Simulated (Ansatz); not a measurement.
A series in volume scale on CaZn₂Sb₂

Results calculated with Ansatz 0.2.0, not measured. Free energy against uniform scaling of the volume at fixed shape and fractions; periodic cell, basis, potentials, k mesh and filling as listed.

The cell before it is scaled or strained (space group P-3m1, No. 164):
```
CELL_PARAMETERS angstrom
4.45580 0.00000 0.00000
-2.22790 3.85880 0.00000
0.00000 0.00000 7.48880
ATOMIC_POSITIONS crystal
Ca 0.00000 0.00000 0.00000
Zn 0.33333 0.66667 0.63070
Zn 0.66667 0.33333 0.36930
Sb 0.33333 0.66667 0.25710
Sb 0.66667 0.33333 0.74290
```

Settings of every row: functional r2SCAN; dispersion none; potentials PAW; wave cutoff 517.02 eV; density cutoff 2068.1 eV; k mesh 5x5x3; k shift 0x0x0; occupations fixed; smearing width 0 eV; spin none; xc grid level 1.

Limits: coarse k mesh, up to 40 meV an atom off.

```
row  volume scale  V (Å³/atom)  energy above lowest point (meV/atom)
  1        0.9406       24.223                                  10.5
  2        0.9703       24.988                                     ?
  3             1       25.753                                     0
  4        1.0297       26.517                                   6.3
  5        1.0594       27.282                                  18.8
```

Question: what energy above lowest point should row 2 give?

Worked fit of energy above lowest point. Take u = (V_r/V)^(2/3) − 1 with V_r = 26.135 Å³ an atom, which is twice the finite (Eulerian) strain; such expansions in the strain, on which the Birch-Murnaghan equation of state is built, carry the rest volume and the bulk modulus. The shown rows have u = 0.05195, 0.00986, -0.00963, -0.02823. Least squares give energy above lowest point = 2.3 − 323.3 × u + 9259 × u² meV/atom; a straight line predicts inner rows, each left out in turn, worse (root mean square 9 against 0.048 meV/atom). All shown rows lie on it to the printed digit. Its lowest point lies at u = 0.0175, or V = 25.47 Å³ an atom, and the curvature there gives the bulk modulus at fixed shape and fractions, B = (4/9)(1 + u)² E″(u)/V = 53.6 GPa. Letting shape and atoms relax would as a rule lower it, by much in layered, chain or molecular crystals. The withheld row has u = 0.03037, so the fit gives 2.3 − 323.3 × (0.03037) + 9259 × (0.03037)² = 1.0 meV/atom.

The calculation gave 1 meV/atom. The fit meets it to the printed digit.
